**HSE06 and PBE0 band levels of ordered SiGe3: scissor, stretch and the long-range exchange limit**

The table holds the two highest filled and two lowest empty band levels at seven k points of a four-atom SiGe3 cell, from plane-wave PAW calculations with HSE06 and PBE0 on the same r2SCAN geometry, without spin–orbit coupling. The program compares the PBE0 − HSE06 shifts with the constant-kernel limit of long-range exchange and tests a scissor fixed by the gap, scaling by the gap ratio, and separate linear fits for filled and empty levels. The gap opens by 0.591 eV, 70 % of the 0.844 eV limit, and the vertical openings range from 74 % of the limit at Γ to 92 % at A. The scissor errs by up to 0.111 eV, while shift plus stretch leaves rms misfits below 0.01 eV but misses the valence top at Γ, which was not fitted, by 0.028 eV. The output also sets the kernel width against the anisotropic steps of the 4×4×4 mesh.

Band levels of SiGe3, an ordered alloy on the diamond lattice (P-4m2, 4 atoms in the cell, a = 3.970 Å, c = 5.594 Å), from HSE06 (cheaper level) and PBE0 (costlier level), each measured from its own valence top. Both were run in Ansatz 0.2.0 with plane-wave PAW, a 420 eV cutoff, a 4×4×4 k mesh and no spin polarisation, at the r2SCAN geometry.

## Analysis program

```python
# Table: SiGe3 (P-4m2) band levels v2, v1, c1, c2 in eV at named k points, Ansatz 0.2.0 plane-wave PAW,
# HSE06 and PBE0 on the same r2SCAN cell, each from its own valence top. Tested: scissor, gap-ratio
# scaling and scissor plus stretch, and the constant-kernel limit of long-range exchange.
T = {
    'point_name': ['Gamma', 'X', 'M', 'Z', 'R', 'A', 'extra_d'],
    'point_v2': [-0.009, -1.791, -3.275, -2.028, -1.411, -4.191, -0.059],  # eV
    'point_v1': [0.0, -1.444, -3.19, -2.028, -1.306, -4.191, -0.059],  # eV
    'point_c1': [1.227, 2.644, 1.044, 1.401, 0.948, 5.159, 1.149],  # eV
    'point_c2': [1.301, 2.981, 1.233, 1.771, 1.389, 5.159, 1.416],  # eV
    'level_v2': [-0.037, -1.858, -3.351, -2.101, -1.448, -4.302, -0.088],  # eV
    'level_v1': [0.0, -1.504, -3.261, -2.101, -1.361, -4.302, -0.088],  # eV
    'level_c1': [1.853, 3.285, 1.656, 2.021, 1.539, 5.828, 1.771],  # eV
    'level_c2': [1.923, 3.622, 1.847, 2.393, 1.995, 5.828, 2.043],  # eV
}
import numpy as np
from scipy import constants as C
n = T['point_name']; b = ['v2', 'v1', 'c1', 'c2']; ix = {k: i for i, k in enumerate(n)}
H = np.array([T['point_' + k] for k in b], float).T
P = np.array([T['level_' + k] for k in b], float).T
D = P - H
Ha = C.physical_constants['Hartree energy in eV'][0]; a0 = C.physical_constants['Bohr radius'][0] * 1e10
w = 0.11  # standard HSE06 range parameter in 1/bohr (assumed)
half = 0.25 * w / np.sqrt(np.pi) * Ha; lim = 2 * half
# further outputs of the same runs (PBE0, HSE06), eV; cell in Angstrom
vbm = (7.386317, 7.682151); exx = (-188.156833, -169.146475); eb = (-589.559368, -570.97415)
F = (-13523.8289, -13523.6664); N = 46; a, c = 3.970, 5.594
print('rounding of a difference of two table entries: up to 0.001 eV')
print(f'constant-kernel limit: filled {-half:.3f}, empty {half:+.3f}, gap opening {lim:.3f} eV')
print('point    PBE0-HSE06: v2 v1 c1 c2 | c1-v1 HSE06, PBE0, opening (eV), share of limit')
op = D[:, 2] - D[:, 1]
for i, k in enumerate(n):
    print(f'{k:8s}' + ' '.join(f'{x:+.3f}' for x in D[i]) + f' | {H[i,2]-H[i,1]:.3f} {P[i,2]-P[i,1]:.3f} {op[i]:.3f} {100*op[i]/lim:.0f} %')
r, g, m, d, A = ix['R'], ix['Gamma'], ix['M'], ix['extra_d'], ix['A']
S = D[r, 2]; q = P[r, 2] / H[r, 2]; dv = vbm[0] - vbm[1]
print(f'gap Gamma-R: {H[r,2]:.3f} -> {P[r,2]:.3f} eV, shift {S:.3f} eV ({100*S/lim:.0f} % of limit), ratio {q:.2f}')
print(f'absolute moves (common zero assumed): top {dv:+.3f}, R c1 {dv+S:+.3f}, A v1 {dv+D[A,1]:+.3f}, A c1 {dv+D[A,2]:+.3f} eV')
print(f'exact-exchange change {exx[0]-exx[1]:.2f} eV, limit {-N*half:.2f} eV, ratio {(exx[1]-exx[0])/(N*half):.3f}')
print(f'band energy change per electron {(eb[0]-eb[1])/N:+.3f} eV; total energy change {F[0]-F[1]:+.3f} eV')
U = np.ones_like(H, bool)  # degenerate pairs count once; Gamma v1 is the zero and is left out of fits
U[:, 0] = H[:, 0] != H[:, 1]; U[:, 3] = H[:, 3] != H[:, 2]; U[g, 1] = False
V = np.zeros_like(U); V[:, :2] = True
pv = np.polyfit(H[U & V], D[U & V], 1); pc = np.polyfit(H[U & ~V], D[U & ~V], 1)
print(f'filled fit: shift = {pv[1]:+.3f} eV + {100*pv[0]:.1f} % of level ({(U & V).sum()} levels)')
print(f'empty fit:  shift = {pc[1]:+.3f} eV + {100*pc[0]:.1f} % of level ({(U & ~V).sum()} levels)')
mods = {'scissor from gap': H + np.where(V, 0, S), 'gap-ratio scaling': H * q,
        'scissor + stretch': H + np.where(V, np.polyval(pv, H), np.polyval(pc, H))}
for name, M in mods.items():
    for lab, s in (('filled', U & V), ('empty', U & ~V)):
        R = np.where(s, P - M, 0); i, j = np.unravel_index(np.abs(R).argmax(), R.shape)
        print(f'{name}, {lab}: rms {np.sqrt(np.mean(R[s]**2)):.3f} eV, worst {n[i]} {b[j]} {R[i,j]:+.3f} eV')
print(f'scissor error of the vertical gap at A: {op[A]-S:+.3f} eV')
print('residuals of scissor + stretch (eV): v2 v1 c1 c2 (Gamma v1 not fitted)')
for i, k in enumerate(n):
    print(f'{k:8s}' + ' '.join(f'{x:+.3f}' for x in (P - mods['scissor + stretch'])[i]))
for lab, E in (('HSE06', H), ('PBE0', P)):
    print(f'{lab}: splitting v1-v2 Gamma {E[g,1]-E[g,0]:.3f}, R {E[r,1]-E[r,0]:.3f}; doublet drop Gamma to extra_d {E[g,0]-E[d,1]:.3f} eV')
    gd = E[d, 2] - E[d, 1]
    print(f'{lab}: direct gap Gamma minus extra_d: from v1 {E[g,2]-E[g,1]-gd:+.3f}, from doublet {E[g,2]-E[g,0]-gd:+.3f} eV')
    print(f'{lab}: M c1 - R c1 {E[m,2]-E[r,2]:.3f}; mean c1,c2 Gamma minus M {E[g,2:].mean()-E[m,2:].mean():.3f} eV')
q0 = 2 * w / a0; qa, qc = 2 * np.pi / (4 * a), 2 * np.pi / (4 * c)
print(f'kernel width 2w {q0:.3f} 1/A; mesh step in plane {qa:.3f}, along c {qc:.3f} 1/A; c/(a sqrt2) {c/(a*2**0.5):.4f}')
print(f'Gaussian factor of kernel at first step: in plane {np.exp(-(qa/q0)**2):.2f}, along c {np.exp(-(qc/q0)**2):.2f}')
eps = 15  # rough recalled dielectric constant
print(f'long-range share 1/eps {1/eps:.2f} against 0.25: linear estimate of opening about {S*4/eps:.1f} eV')
print(f'kT at 300 K {C.k*300/C.e:.3f} eV')
assert H[:, 2].argmin() == r and P[:, 2].argmin() == r
assert np.all(op > 0) and np.all(op < lim)
assert np.all(D[:, :2] <= 0) and pv[0] > 0 and pc[0] > 0
assert op.argmax() == A
```

Output:

```
rounding of a difference of two table entries: up to 0.001 eV
constant-kernel limit: filled -0.422, empty +0.422, gap opening 0.844 eV
point    PBE0-HSE06: v2 v1 c1 c2 | c1-v1 HSE06, PBE0, opening (eV), share of limit
Gamma   -0.028 +0.000 +0.626 +0.622 | 1.227 1.853 0.626 74 %
X       -0.067 -0.060 +0.641 +0.641 | 4.088 4.789 0.701 83 %
M       -0.076 -0.071 +0.612 +0.614 | 4.234 4.917 0.683 81 %
Z       -0.073 -0.073 +0.620 +0.622 | 3.429 4.122 0.693 82 %
R       -0.037 -0.055 +0.591 +0.606 | 2.254 2.900 0.646 77 %
A       -0.111 -0.111 +0.669 +0.669 | 9.350 10.130 0.780 92 %
extra_d -0.029 -0.029 +0.622 +0.627 | 1.208 1.859 0.651 77 %
gap Gamma-R: 0.948 -> 1.539 eV, shift 0.591 eV (70 % of limit), ratio 1.62
absolute moves (common zero assumed): top -0.296, R c1 +0.295, A v1 -0.407, A c1 +0.373 eV
exact-exchange change -19.01 eV, limit -19.42 eV, ratio 0.979
band energy change per electron -0.404 eV; total energy change -0.163 eV
filled fit: shift = -0.028 eV + 1.7 % of level (10 levels)
empty fit:  shift = +0.598 eV + 1.4 % of level (13 levels)
scissor from gap, filled: rms 0.065 eV, worst A v1 -0.111 eV
scissor from gap, empty: rms 0.038 eV, worst A c1 +0.078 eV
gap-ratio scaling, filled: rms 1.353 eV, worst A v1 +2.502 eV
gap-ratio scaling, empty: rms 0.855 eV, worst A c1 -2.547 eV
scissor + stretch, filled: rms 0.009 eV, worst R v2 +0.016 eV
scissor + stretch, empty: rms 0.008 eV, worst R c1 -0.021 eV
scissor error of the vertical gap at A: +0.189 eV
residuals of scissor + stretch (eV): v2 v1 c1 c2 (Gamma v1 not fitted)
Gamma   +0.001 +0.028 +0.010 +0.005
X       -0.008 -0.007 +0.005 +0.000
M       +0.009 +0.012 -0.001 -0.002
Z       -0.010 -0.010 +0.002 -0.001
R       +0.016 -0.004 -0.021 -0.012
A       -0.010 -0.010 -0.003 -0.003
extra_d +0.000 +0.000 +0.008 +0.009
HSE06: splitting v1-v2 Gamma 0.009, R 0.105; doublet drop Gamma to extra_d 0.050 eV
HSE06: direct gap Gamma minus extra_d: from v1 +0.019, from doublet +0.028 eV
HSE06: M c1 - R c1 0.096; mean c1,c2 Gamma minus M 0.125 eV
PBE0: splitting v1-v2 Gamma 0.037, R 0.087; doublet drop Gamma to extra_d 0.051 eV
PBE0: direct gap Gamma minus extra_d: from v1 -0.006, from doublet +0.031 eV
PBE0: M c1 - R c1 0.117; mean c1,c2 Gamma minus M 0.136 eV
kernel width 2w 0.416 1/A; mesh step in plane 0.396, along c 0.281 1/A; c/(a sqrt2) 0.9964
Gaussian factor of kernel at first step: in plane 0.40, along c 0.63
long-range share 1/eps 0.07 against 0.25: linear estimate of opening about 0.2 eV
kT at 300 K 0.026 eV
```
